# The second Kramers doublet of a nanotube dot in the equation-of-motion Kondo scale

The equation-of-motion truncation for an Anderson impurity with infinite repulsion gives

$$G_\sigma(\omega)=\frac{1-n_{-\sigma}}{\omega-\varepsilon_d-\Sigma_0-\Sigma_1},\qquad \Sigma_0=\sum_k\frac{V^2}{\omega-\varepsilon_k},\qquad \Sigma_1=\sum_k\frac{V^2f_k}{\omega-\varepsilon_k},$$

and the logarithm in $\Sigma_1$ produces a scale $D\,e^{-\pi|\varepsilon_d|/\Delta}$, where the exact exponent is $\pi|\varepsilon_d|/2\Delta$ (Haldane, 1978). This form assumes that the level has two flavours, spin up and spin down. A shell of a carbon nanotube dot has four, spin times valley. Today I drop that one assumption and ask what it costs.

Energies are counted from the chemical potential, $\omega$ means $\omega+i0$, $f_k$ is the Fermi function, and a scale $T$ is an energy that I divide by $k_B$ to quote kelvin. The band is flat on $[-D,D]$ with density of states $\rho$ per flavour, and $\Delta=\pi\rho V^2$ is the half width of the noninteracting level, summed over both leads.

## The shell

At zero field the one-electron states of a shell feel spin-orbit coupling and valley mixing,

$$H_{\rm shell}=\tfrac12\Delta_{SO}\,\tau_z s_z+\tfrac12\Delta_{KK'}\,\tau_x ,$$

with Pauli matrices $\tau$ for valley and $s_z=\pm1$ for spin along the tube. Its square is $\delta^2/4$ with $\delta=\sqrt{\Delta_{SO}^2+\Delta_{KK'}^2}$, so there are two Kramers doublets. I call the lower one $\varepsilon_d<0$ and the upper one $\varepsilon_d+\delta$. If tunnelling conserves spin and valley with one amplitude $V$, the rotation that diagonalises $H_{\rm shell}$ can be applied to the lead operators too, and

$$H=\sum_{km}\varepsilon_kc^\dagger_{km}c_{km}+\sum_m\varepsilon_mX_{mm}+V\sum_{km}\left(c^\dagger_{km}X_{0m}+X_{m0}c_{km}\right).$$

Here $X_{ab}=|a\rangle\langle b|$ acts on the empty state $0$ and the singly occupied states $m$, and $X_{0m}$ anticommutes with the lead fermions. The two-flavour model is the limit $\delta\to\infty$.

## Where the flavour count enters

Take $G_m=\langle\langle X_{0m};X_{m0}\rangle\rangle$ and the rule $\omega\langle\langle A;B\rangle\rangle=\langle\{A,B\}\rangle+\langle\langle[A,H];B\rangle\rangle$. From $\{X_{0m},X_{m'0}\}=\delta_{mm'}X_{00}+X_{m'm}$,

$$[X_{0m},H]=\varepsilon_mX_{0m}+V\sum_k\Big(A_k+\sum_{m'\ne m}B_{km'}\Big),$$

with $A_k=(X_{00}+X_{mm})c_{km}$ and $B_{km'}=X_{m'm}c_{km'}$. The source term is $P_m=\langle X_{00}+X_{mm}\rangle=1-\sum_{m'\neq m}n_{m'}$. The assumption sits in the sum over $m'$. With two flavours it has one term, with four it has three.

The second level reads

$$[A_k,H]=\varepsilon_kA_k+VX_{0m}-V\sum_{q,\,m'\ne m}\left(X_{m'0}c_{qm'}-c^\dagger_{qm'}X_{0m'}\right)c_{km},$$

$$[B_{km'},H]=(\varepsilon_k+\varepsilon_m-\varepsilon_{m'})B_{km'}+V\sum_q\left(X_{m'0}c_{qm}-c^\dagger_{qm'}X_{0m}\right)c_{km'} .$$

The products of three operators are the third level, and the truncation closes it by keeping only averages of two lead operators, taken in the free bath. In the equation for $A_k$ the only such average joins different flavours and vanishes, and $\{A_k,X_{m0}\}=0$, so $\langle\langle A_k\rangle\rangle=VG_m/(\omega-\varepsilon_k)$. In the equation for $B_{km'}$ we reorder, $-c^\dagger_{qm'}X_{0m}c_{km'}=c^\dagger_{qm'}c_{km'}X_{0m}\to\delta_{qk}f_kX_{0m}$. The other product and the source term $\{B_{km'},X_{m0}\}=-X_{m'0}c_{km'}$ involve the mixed average $\langle X_{m'0}c_{km'}\rangle$ and are dropped. Then

$$G_m=\frac{P_m}{\omega-\varepsilon_m-\Sigma_0-\Sigma_{1m}},\qquad \Sigma_{1m}=\sum_{m'\ne m}\sum_k\frac{V^2f_k}{\omega-\varepsilon_k-\varepsilon_m+\varepsilon_{m'}} .$$

For two degenerate flavours this is the opening formula, associated with Meir, Wingreen and Lee. For a state of the lower doublet there is one partner at the same energy and two at $+\delta$. At zero temperature and $\omega>0$,

$$\Sigma_{1}=\frac{\Delta}{\pi}\left[\ln\frac{D+\omega}{\omega}+2\ln\frac{D+\delta+\omega}{\delta+\omega}\right],$$

while ${\rm Re}\,\Sigma_0\approx2\Delta\omega/\pi D$ is negligible and ${\rm Im}\,\Sigma_0=-\Delta$.

## The first correction

I define the scale $T_{\rm E}$ of the truncation as the small positive $\omega$ at which the real part of the denominator vanishes. With $x=\pi|\varepsilon_d|/\Delta$, and $T_{\rm E}$ neglected against $D$ and $\Delta$,

$$T_{\rm E}\,(T_{\rm E}+\delta)^2=D\,(D+\delta)^2e^{-x}.$$

For $\delta\to\infty$ this returns $De^{-x}$, and for $\delta=0$ it gives $De^{-x/3}$. For $T_{\rm E}\ll\delta$ the new term does not depend on $\omega$ near the Fermi level. It is an upward shift of the level by

$$s=\frac{2\Delta}{\pi}\ln\Big(1+\frac D\delta\Big),$$

and it multiplies the scale by $e^{\pi s/\Delta}=(1+D/\delta)^2$. When the upper doublet is far away, $\delta\gg D$, the shift is $2\Delta D/\pi\delta$ and the relative change of the scale is $2D/\delta$. So the small parameter of the two-flavour assumption is $D/\delta$, and it does not contain $\Delta$ at all.

**Question.** With an imaginary part $\Delta$ in the denominator, what does a zero of the real part mean?

It is not a pole. In the two-flavour case the real part moves by $\Delta$ only when $\omega$ changes by $e^{\pi}\approx23$, so the prefactor of $T_{\rm E}$ is a convention. Cutting the logarithm with temperature is another convention: at $\omega=0$ the principal value is $\int_0^D\tanh(\varepsilon/2T)\,d\varepsilon/\varepsilon=\ln(1.13\,D/T)$ for $T\ll D$. What survives a change of convention is the dependence on $\varepsilon_d$ and $\delta$, and ratios of scales defined in one way.

**Question.** The two-flavour exponent is already wrong by a factor of two. Why trust the correction?

Only part of it deserves trust, and we can see which part. Consider the variational singlet of Varma and Yafet, here with four flavours, built on the filled Fermi sea $|\Omega\rangle$ and the empty dot:

$$|\Psi\rangle=a\,|\Omega\rangle+\sum_{m,\ \varepsilon_k<0}b_{km}\,X_{m0}c_{km}|\Omega\rangle .$$

With energy $z$ counted from $|\Omega\rangle$, the stationarity conditions are $za=V\sum b_{km}$ and $(z-\varepsilon_m+\varepsilon_k)b_{km}=Va$. Put $z=\varepsilon_d-T_{\rm S}$, so that $T_{\rm S}$ is the binding energy below the lower doublet:

$$|\varepsilon_d|+T_{\rm S}=\frac{\Delta}{\pi}\left[2\ln\frac{D+T_{\rm S}}{T_{\rm S}}+2\ln\frac{D+\delta+T_{\rm S}}{\delta+T_{\rm S}}\right].$$

With the same neglect as before,

$$T_{\rm S}(T_{\rm S}+\delta)=D(D+\delta)\,e^{-x/2}.$$

The limit $\delta\to\infty$ gives $De^{-x/2}$, the exact exponent, and $\delta=0$ gives $De^{-x/4}$. The upper doublet contributes the same term as in the truncation, so the shift $s$ is identical. It is the lowering of the empty state by virtual filling of the upper doublet. But it now enters an exponent half as large and multiplies the scale by $e^{\pi s/2\Delta}=1+D/\delta$. The truncation finds the right shift and delivers the square of the enhancement.

One-loop scaling confirms the power. For $N$ degenerate flavours the exchange $j=\Delta/\pi|\varepsilon_d|$ obeys the known flow $dj/d\ln(1/\Lambda)=Nj^2$ as the cutoff $\Lambda$ falls. Run it with $N=4$ from $D$ to $\delta$, so that $1/j(\delta)=1/j-4\ln(D/\delta)$, and then with $N=2$. The flow diverges at $\delta\,e^{-1/2j(\delta)}=D\,(D/\delta)\,e^{-1/2j}$, which is the singlet result for $D\gg\delta\gg T_{\rm S}$.

**Question.** Where does the truncation lose its one logarithm?

Write $1=f_k+(1-f_k)$ in $\Sigma_0$. For $N$ degenerate flavours

$$\Sigma_0+\Sigma_1=\sum_kV^2\,\frac{Nf_k+(1-f_k)}{\omega-\varepsilon_k}.$$

The $Nf_k$ part is the filling of the empty dot in $N$ ways, the same logarithm as in the singlet. The $1-f_k$ part is the electron hopping out, with real part $-(\Delta/\pi)\ln|(D-\omega)/\omega|$. Near $\omega=\varepsilon_d$ this is the second-order lowering of the occupied state, $(\Delta/\pi)\ln(1+D/|\varepsilon_d|)$, and it is correct. The occupied dot must pay at least $|\varepsilon_d|$ to empty itself, so in the singlet that lowering stays of this size. In the truncated $G_m$ the same logarithm keeps growing as $\omega\to0$ and cancels one of the $N$. That leaves $N-1$: exponents $x$ and $x/3$ in place of $x/2$ and $x/4$. The lost logarithm belongs to the lower doublet, which is why the upper-doublet term is untouched.

**Question.** Would the mixed averages repair it?

Lacroix (1981) kept them self-consistently, and the two-flavour exponent is known to stay at $x$. Their size is worth noting. The average $\langle X_{m'0}c_{km'}\rangle$ is of order $V/|\varepsilon_d|$, so the dropped source term is of relative order $j\ln(D/\omega)$. At $\omega=De^{-x}$ that product equals one. The truncation is not controlled at the scale it predicts, and for sizes I rely on the singlet.

## Size in a nanotube dot

All inputs are typical or illustrative. I take $\Delta_{SO}=0.4$ meV and $\Delta_{KK'}=0.3$ meV, which give $\delta=0.5$ meV, or 5.8 K, and a charging energy $U=10$ meV. A dot of length $L=200$ nm with Fermi velocity near $8\times10^{14}$ nm/s has a shell spacing $hv_F/2L=8.3$ meV. The model of one shell with no double occupancy holds only below these two energies, so I set $D=10$ meV. The values $\Delta=0.5$ meV and $\varepsilon_d=-2.5$ meV were chosen so that the singlet scale falls near 1 K, which is typical of nanotube Kondo devices.

Then $x=15.7$, $x/2=7.85$, and $D/\delta$ is 20 where the assumption needs it to be small. The shift is $s=0.97$ meV, which is 39 per cent of $|\varepsilon_d|$. The asymptotic enhancements are 21 for the singlet and 441 for the truncation. Solving the two polynomial equations gives the model's scales.

| case | $T_{\rm E}/k_B$ (K) | $T_{\rm S}/k_B$ (K) |
|---|---|---|
| two flavours, $\delta\to\infty$ | $1.7\times10^{-5}$ | 0.045 |
| $\delta=0.5$ meV | $7.7\times10^{-3}$ | 0.83 |
| four degenerate flavours | 0.62 | 2.3 |

The enhancement over the first row is 440 for the truncation and 18 for the singlet. The singlet falls short of 21 because $T_{\rm S}=0.071$ meV is no longer negligible against $\delta$. Keeping $T_{\rm S}$ everywhere in the secular equation lowers it to 0.061 meV, against 0.0038 meV for two flavours, and the ratio becomes 16.

**Question.** Is this dot then an SU(4) system?

No. The weights follow from $b_{km}=Va/(z-\varepsilon_m+\varepsilon_k)$. Relative to $a^2$, a doublet at height $\eta$ above $\varepsilon_d$ carries $(2\Delta/\pi)\,[1/(T_{\rm S}+\eta)-1/(T_{\rm S}+\eta+D)]$. At $T_{\rm S}=0.071$ meV the upper doublet has 0.12 of the weight of the lower one, and the empty dot has probability 0.17. The screened object is mostly the lower Kramers doublet, not far from mixed valence. The upper doublet is little occupied and still sets the scale, because it acts over the whole range of energies from $\delta$ to $D$.

**Question.** If it is only a shift, can it be absorbed in a fitted $\varepsilon_d$?

For $T\ll\delta$ and one fixed $\delta$, yes. A two-flavour fit then returns $\varepsilon_d+s$ and not the bare level. Two things cannot be absorbed. First, $\Sigma_{1m}$ has logarithmic singularities at $\omega=\varepsilon_m-\varepsilon_{m'}$, which is $-\delta$ for the lower doublet and $+\delta$ for the upper one. These are the satellites of the zero-bias feature. Second, the scale responds to $\delta$. Differentiating the singlet equation gives

$$\frac{d\ln T_{\rm S}}{d\ln\delta}=-\frac{\delta\,(D-T_{\rm S})}{(D+\delta)(2T_{\rm S}+\delta)}=-0.74,$$

while the cubic of the truncation gives $-1.9$.

**Question.** You set $D$ equal to $U$ by hand. How much of the factor depends on that?

A good part. Let the true band reach to $W\gg U$ and allow double occupancy. Filling the upper doublet lowers the empty state by $(2\Delta/\pi)\ln[(W+\delta)/\delta]$, with denominators counted from the singlet energy as before. It now also lowers the singly occupied state, by $(2\Delta/\pi)\ln[(W+E)/E]$ with $E=U-|\varepsilon_d|+\delta$. As $W\to\infty$ the difference tends to $(2\Delta/\pi)\ln(E/\delta)$, which is our $s$ with $D$ replaced by $U-|\varepsilon_d|=7.5$ meV. The factor 21 becomes 16. One can also split 21 into 6 from holes within $|\varepsilon_d|$ of the Fermi level, $(|\varepsilon_d|+\delta)/\delta$, and 3.5 from deeper ones. The first part is the four-flavour exchange flow, whose one-loop enhancement does not depend on $j$. The second is charge-fluctuation physics, where finite $U$ interferes. If the upper doublet has its own width $\Delta'$, the secular equation gives $(1+D/\delta)^{\Delta'/\Delta}$, which is 4.6 for half the width. The supported statement is an enhancement of order ten.

**Question.** And the other neglected terms in the absolute number?

Three of them rival the effect. Finite $U$ adds exchange through the doubly occupied dot, $j=(\Delta/\pi)[1/|\varepsilon_d|+1/(U-|\varepsilon_d|)]$ by the Schrieffer-Wolff transformation. That multiplies the exponent by $1-|\varepsilon_d|/U$, from 7.85 to 5.89, and raises the two-flavour scale by 7.1. The hopping-out shift, missing from the singlet, is 0.26 meV and lowers the scale by $(1+D/|\varepsilon_d|)^{-1/2}=0.45$. The known two-loop prefactor, of order $\sqrt{2j}$ with $j=0.064$, is 0.36. The first two act alike with and without the upper doublet while $T\ll\delta$, so they largely drop out of the ratio. In the absolute scale the three pull in opposite directions, and the model's $T_{\rm S}$ is good to a factor of several, about 1 K.

Kondo temperatures of nanotube dots typically lie between about 1 K and 10 K. The singlet value sits at the lower edge because $\Delta$ and $\varepsilon_d$ were chosen to put it there, so that is no test. For the same inputs the four-flavour truncation lies about two orders of magnitude below the singlet, although it overstates the gain from the upper doublet by taking the square of $1+D/\delta$.